**X-ray form factors of Tb ions: small-s expansion, hydrogenic shell factors and a prediction for Tb60+ and Tb63+**

The table holds coherent scattering factors f(s) at s = 0.2, 0.6 and 6.0 Å⁻¹ and Σ<r²> for twenty terbium ions, from non-relativistic, configuration-averaged Hartree-Fock at the basis limit. The program compares the deficit N − f with q²Σ<r²>/6 row by row and tests hydrogenic orbital factors, with charges from computed orbital moments, on Tb11+, Tb29+ and Tb45+. It then fits one L-shell charge to Σ<r²> of Tb58+ and predicts the two withheld rows, with bars from ranges of screening, 2s–2p charge split and carried misfit. The output shows that the expansion is accurate only for compact ions and that the unfitted shapes lie 0.03 to 0.09 electrons low at s = 6.0. All eight predictions fall within their bars, while unscreened charges and a straight line in N miss f(6.0) and Σ<r²>.

Terbium ions computed with B-spline radial code 1 by non-relativistic Hartree-Fock at the basis-set limit, averaged over each configuration, with a point nucleus. f is the coherent X-ray scattering factor of the spherical electron density, with s = sin θ/λ in Å⁻¹, and Σ<r²> is summed over all electrons.

## Numerical check

```python
# Table: coherent X-ray form factors f(s) at s = 0.2, 0.6, 6.0 1/Angstrom and sum <r^2> for Tb ions; B-spline radial
# code, non-relativistic Hartree-Fock, configuration average. Tested: small-s expansion, hydrogenic shell factors,
# and a screened hydrogenic prediction of the withheld rows (one charge fitted to sum <r^2> of Tb58+).
T = {
    'ion': ['Tb+', 'Tb3+', 'Tb8+', 'Tb11+', 'Tb14+', 'Tb16+', 'Tb19+', 'Tb21+', 'Tb24+', 'Tb29+', 'Tb32+', 'Tb37+', 'Tb40+', 'Tb42+', 'Tb45+', 'Tb47+', 'Tb53+', 'Tb58+', 'Tb60+', 'Tb63+'],
    'Z': [65, 65, 65, 65, 65, 65, 65, 65, 65, 65, 65, 65, 65, 65, 65, 65, 65, 65, 65, 65],
    'charge': [1, 3, 8, 11, 14, 16, 19, 21, 24, 29, 32, 37, 40, 42, 45, 47, 53, 58, 60, 63],  # e
    'N': [64, 62, 57, 54, 51, 49, 46, 44, 41, 36, 33, 28, 25, 23, 20, 18, 12, 7, 5, 2],
    'configuration': ['[Xe] 4f9 6s1', '[Xe] 4f8', '[Kr] 4d10 4f7 5s2 5p2', '[Kr] 4d10 4f6 5s2', '[Kr] 4d10 4f5', '[Kr] 4d10 4f3', '[Kr] 4d10', '[Kr] 4d8', '[Kr] 4d5', '[Ar] 3d10 4s2 4p6', '[Ar] 3d10 4s2 4p3', '[Ar] 3d10', '[Ar] 3d7', '[Ar] 3d5', '[Ar] 3d2', '[Ne] 3s2 3p6', '[Ne] 3s2', '[He] 2s2 2p3', '[He] 2s2 2p1', '1s2'],
    'f_0_2': [53.879, 53.58, 51.602, 49.933, 47.999, 46.372, 43.833, 42.096, 39.456, 34.975, 32.251, 27.669, 24.727, 22.762, 19.81, 17.84, 11.944, 6.986, 4.991, 2.0],  # electrons
    'f_0_6': [32.05, 32.021, 32.123, 32.208, 32.329, 32.097, 31.526, 31.05, 30.212, 28.501, 27.339, 25.202, 22.682, 20.977, 18.385, 16.638, 11.512, 6.878, 4.921, 1.996],  # electrons
    'f_6_0': [2.782, 2.783, 2.78, 2.778, 2.774, 2.775, 2.777, 2.786, 2.801, 2.83, 2.797, 2.739, 2.785, 2.819, 2.877, 2.921, 2.623, 2.168, 1.885, 1.667],  # electrons
    'r2': [59.47, 35.58, 20.82, 15.05, 10.73, 9.341, 7.654, 6.706, 5.42, 3.576, 2.6, 1.132, 0.9343, 0.8139, 0.6479, 0.5461, 0.1926, 0.04649, 0.03014, 0.001438],  # bohr²
}
HELD = [18, 19]  # rows withheld from the fit
import numpy as np, itertools
from scipy.constants import physical_constants as pc, alpha
from scipy.special import eval_genlaguerre
from scipy.optimize import brentq
q = 4*np.pi*np.array([0.2, 0.6, 6.0])*pc['Bohr radius'][0]*1e10
keys = ['f_0_2', 'f_0_6', 'f_6_0', 'r2']; lab = ['f(0.2)', 'f(0.6)', 'f(6.0)', 'sum r2']
ion = T['ion']; N = [int(x) for x in T['N']]; ix = ion.index
K = [i for i in range(len(ion)) if i not in HELD]
row = lambda i: np.array([float(T[k][i]) for k in keys])
c2 = lambda n, l: n*n*(5*n*n+1-3*l*(l+1))/2
rho = np.linspace(0, 120, 12001)
def orb(n, l, Z):  # hydrogenic f at the three q, and <r^2>
    w = rho**(2*l+2)*np.exp(-rho)*eval_genlaguerre(n-l-1, 2*l+1, rho)**2
    return np.array([np.sum(w*np.sinc(k*rho*n/(2*Z)/np.pi))/w.sum() for k in q]+[c2(n, l)/Z**2])
print("q = %.3f %.3f %.3f 1/bohr; rounding of f 0.0005 e; (Z alpha)^2 = %.3f" % (*q, (65*alpha)**2))
print("ion, N-f(0.2), q2r2/6, ratio | ratio at 0.6 | change per electron removed: f(0.2) f(0.6) f(6.0)")
for j, i in enumerate(K):
    v = row(i); d = N[i]-v[:2]; e = q[:2]**2*v[3]/6
    assert np.all(d <= e+0.0006)
    s = "first row" if j == 0 else "%+.3f %+.3f %+.4f" % tuple((v-row(K[j-1]))[:3]/(N[K[j-1]]-N[i]))
    print("%-6s %7.3f %7.3f %5.2f | %5.2f | %s" % (ion[i], d[0], e[0], d[0]/e[0], d[1]/e[1], s))
rise = row(ix('Tb14+'))[1]-row(ix('Tb3+'))[1]; d3 = (row(ix('Tb47+'))[2]-row(ix('Tb37+'))[2])/10
print("f(0.6) Tb3+ to Tb14+: %+.3f e; f(6.0) per 3d electron removed, Tb37+ to Tb47+: %+.4f e" % (rise, d3))
assert rise > 0
assert np.all(np.diff([row(ix(a))[2] for a in ['Tb37+', 'Tb40+', 'Tb42+', 'Tb45+', 'Tb47+']]) > 0)
nl = [(1,0),(2,0),(2,1),(3,0),(3,1),(3,2),(4,0),(4,1),(4,2),(4,3),(5,0)]; nm = ['%d%s' % (n, 'spdf'[l]) for n, l in nl]
# occupations; orbital <r^2> (bohr^2) and <1/r> (1/bohr) typed from further outputs of the same runs
O = {'Tb11+': ([2,2,6,2,6,10,2,6,10,6,2],
  [7.277822e-4,.01153755,.008601042,.07394603,.06933798,.05528567,.3647432,.3844446,.4260045,.5405701,1.660781],
  [64.45867,15.02193,15.01536,5.700757,5.628169,5.517096,2.441419,2.344588,2.155082,1.804876,1.076591]),
 'Tb29+': ([2,2,6,2,6,10,2,6], [7.278691e-4,.01151473,.008579989,.07206269,.06721479,.05342581,.299534,.3031932],
  [64.45588,15.03577,15.02716,5.776643,5.708248,5.5812,2.730316,2.664324]),
 'Tb45+': ([2,2,6,2,6,2], [7.276502e-4,.01128901,.008384711,.06445212,.05923075,.04462764],
  [64.46049,15.17135,15.1389,6.150017,6.082732,6.001746])}
F = {}
for a, (oc, r2, ri) in O.items():
    A = np.array([orb(n, l, np.sqrt(c2(n, l)/x)) for (n, l), x in zip(nl, r2)])
    B = np.array([orb(n, l, n*n*x) for (n, l), x in zip(nl, ri)]); F[a] = (A, B)
    ma, mb = np.dot(oc, A)-row(ix(a)), np.dot(oc, B)-row(ix(a))
    print("%s model-table, charges from <r2> / <1/r>: f(0.6) %+.3f / %+.3f, f(6.0) %+.3f / %+.3f e" % (a, ma[1], mb[1], ma[2], mb[2]))
for a, c, m in [('Tb45+', 2, 0), ('Tb45+', 2, 1), ('Tb29+', 2, 1), ('Tb11+', 1, 0)]:
    print(a, lab[c], "per electron,", ['<r2>:', '<1/r>:'][m], " ".join("%s %+.3f" % (s, x) for s, x in zip(nm, F[a][m][:, c])))
assert F['Tb45+'][0][5, 2] < 0 and F['Tb45+'][1][5, 2] < 0
z = [np.sqrt(c2(n, l)/x) for (n, l), x in zip(nl[:3], O['Tb45+'][1])]; s1, dl = 65-z[0], z[1]-z[2]
print("Tb45+ charges from <r2>: 1s %.2f 2s %.2f 2p %.2f; ranges: 1s screening 0.3125-%.3f, 2s-2p split 0-%.2f" % (*z, s1, dl))
def model(n, s, d, zp):  # 1s2 2s^a 2p^b
    return 2*orb(1, 0, 65-s)+min(2, n-2)*orb(2, 0, zp+d)+max(0, n-4)*orb(2, 1, zp)
r, r0 = ix('Tb58+'), ix('Tb53+'); fit = {}
for s, d in itertools.product([5/16, s1], [0, dl]):
    zp = brentq(lambda x: 6/(65-s)**2+84/(x+d)**2+90/x**2-row(r)[3], 55, 66)
    fit[(s, d)] = (zp, row(r)-model(N[r], s, d, zp))
zs = [v[0] for v in fit.values()]; m = np.array([v[1] for v in fit.values()])
print("Tb58+ fit: 2p charge %.2f-%.2f; table-model f(0.6) %+.4f to %+.4f, f(6.0) %+.4f to %+.4f e"
      % (min(zs), max(zs), m[:, 1].min(), m[:, 1].max(), m[:, 2].min(), m[:, 2].max()))
print("withheld: predicted +- bar | computed, miss (computed-predicted), miss/bar | unscreened Z=65, line in N (f in e, r2 in bohr2)")
for i in HELD:
    P = np.array([model(N[i], s, d, zp+a*min(N[r]-N[i], 2))+lam*(N[i] > 2)*mis
                  for (s, d), (zp, mis) in fit.items() for a in (0.2, 0.5) for lam in (0, 1)])
    p = (P.max(0)+P.min(0))/2
    b = (P.max(0)-P.min(0))/2+np.array([5e-4]*3+[0.5*10**(np.floor(np.log10(p[3]))-3)])
    u = model(N[i], 0, 0, 65); ln = row(r)+(row(r)-row(r0))*(N[r]-N[i])/(N[r0]-N[r]); v = row(i)
    for c in range(4):
        g = 6 if c == 3 else 4
        print("%s %s %.*f +- %.*f | %.*f, %+.*f, %+.2f | %.*f, %.*f" % (ion[i], lab[c], g, p[c], g, b[c], g, v[c],
              g, v[c]-p[c], (v[c]-p[c])/b[c], g, u[c], g, ln[c]))
```

Printed output:

```
q = 1.330 3.990 39.899 1/bohr; rounding of f 0.0005 e; (Z alpha)^2 = 0.225
ion, N-f(0.2), q2r2/6, ratio | ratio at 0.6 | change per electron removed: f(0.2) f(0.6) f(6.0)
Tb+     10.121  17.532  0.58 |  0.20 | first row
Tb3+     8.420  10.489  0.80 |  0.32 | -0.149 -0.014 +0.0005
Tb8+     5.398   6.138  0.88 |  0.45 | -0.396 +0.020 -0.0006
Tb11+    4.067   4.437  0.92 |  0.55 | -0.556 +0.028 -0.0007
Tb14+    3.001   3.163  0.95 |  0.66 | -0.645 +0.040 -0.0013
Tb16+    2.628   2.754  0.95 |  0.68 | -0.814 -0.116 +0.0005
Tb19+    2.167   2.256  0.96 |  0.71 | -0.846 -0.190 +0.0007
Tb21+    1.904   1.977  0.96 |  0.73 | -0.869 -0.238 +0.0045
Tb24+    1.544   1.598  0.97 |  0.75 | -0.880 -0.279 +0.0050
Tb29+    1.025   1.054  0.97 |  0.79 | -0.896 -0.342 +0.0058
Tb32+    0.749   0.766  0.98 |  0.82 | -0.908 -0.387 -0.0110
Tb37+    0.331   0.334  0.99 |  0.93 | -0.916 -0.427 -0.0116
Tb40+    0.273   0.275  0.99 |  0.94 | -0.981 -0.840 +0.0153
Tb42+    0.238   0.240  0.99 |  0.94 | -0.982 -0.852 +0.0170
Tb45+    0.190   0.191  0.99 |  0.94 | -0.984 -0.864 +0.0193
Tb47+    0.160   0.161  0.99 |  0.94 | -0.985 -0.873 +0.0220
Tb53+    0.056   0.057  0.99 |  0.95 | -0.983 -0.854 -0.0497
Tb58+    0.014   0.014  1.02 |  0.99 | -0.992 -0.927 -0.0910
f(0.6) Tb3+ to Tb14+: +0.308 e; f(6.0) per 3d electron removed, Tb37+ to Tb47+: +0.0182 e
Tb11+ model-table, charges from <r2> / <1/r>: f(0.6) -0.551 / -0.217, f(6.0) -0.087 / -0.083 e
Tb29+ model-table, charges from <r2> / <1/r>: f(0.6) -0.019 / -0.276, f(6.0) -0.074 / -0.079 e
Tb45+ model-table, charges from <r2> / <1/r>: f(0.6) -0.001 / -0.017, f(6.0) -0.048 / -0.027 e
Tb45+ f(6.0) per electron, <r2>: 1s +0.832 2s +0.020 2p +0.127 3s +0.032 3p +0.053 3d -0.012
Tb45+ f(6.0) per electron, <1/r>: 1s +0.833 2s +0.018 2p +0.134 3s +0.028 3p +0.053 3d -0.013
Tb29+ f(6.0) per electron, <1/r>: 1s +0.833 2s +0.016 2p +0.130 3s +0.018 3p +0.043 3d -0.009 4s +0.002 4p +0.010
Tb11+ f(0.6) per electron, <r2>: 1s +0.998 2s +0.970 2p +0.977 3s +0.820 3p +0.830 3d +0.863 4s +0.339 4p +0.321 4d +0.286 4f +0.190 5s -0.001
Tb45+ charges from <r2>: 1s 64.21 2s 61.00 2p 59.82; ranges: 1s screening 0.3125-0.790, 2s-2p split 0-1.18
Tb58+ fit: 2p charge 61.58-62.16; table-model f(0.6) -0.0002 to -0.0002, f(6.0) +0.0051 to +0.0169 e
withheld: predicted +- bar | computed, miss (computed-predicted), miss/bar | unscreened Z=65, line in N (f in e, r2 in bohr2)
Tb60+ f(0.2) 4.9910 +- 0.0008 | 4.9910, +0.0000, +0.05 | 4.9916, 5.0028
Tb60+ f(0.6) 4.9209 +- 0.0017 | 4.9210, +0.0001, +0.08 | 4.9255, 5.0244
Tb60+ f(6.0) 1.8871 +- 0.0163 | 1.8850, -0.0021, -0.13 | 1.9294, 1.9860
Tb60+ sum r2 0.030170 +- 0.000420 | 0.030140, -0.000030, -0.07 | 0.028402, -0.011954
Tb63+ f(0.2) 1.9996 +- 0.0005 | 2.0000, +0.0004, +0.85 | 1.9996, 2.0280
Tb63+ f(0.6) 1.9962 +- 0.0005 | 1.9960, -0.0002, -0.33 | 1.9962, 2.2440
Tb63+ f(6.0) 1.6655 +- 0.0027 | 1.6670, +0.0015, +0.55 | 1.6705, 1.7130
Tb63+ sum r2 0.001445 +- 0.000011 | 0.001438, -0.000007, -0.59 | 0.001420, -0.099620
```
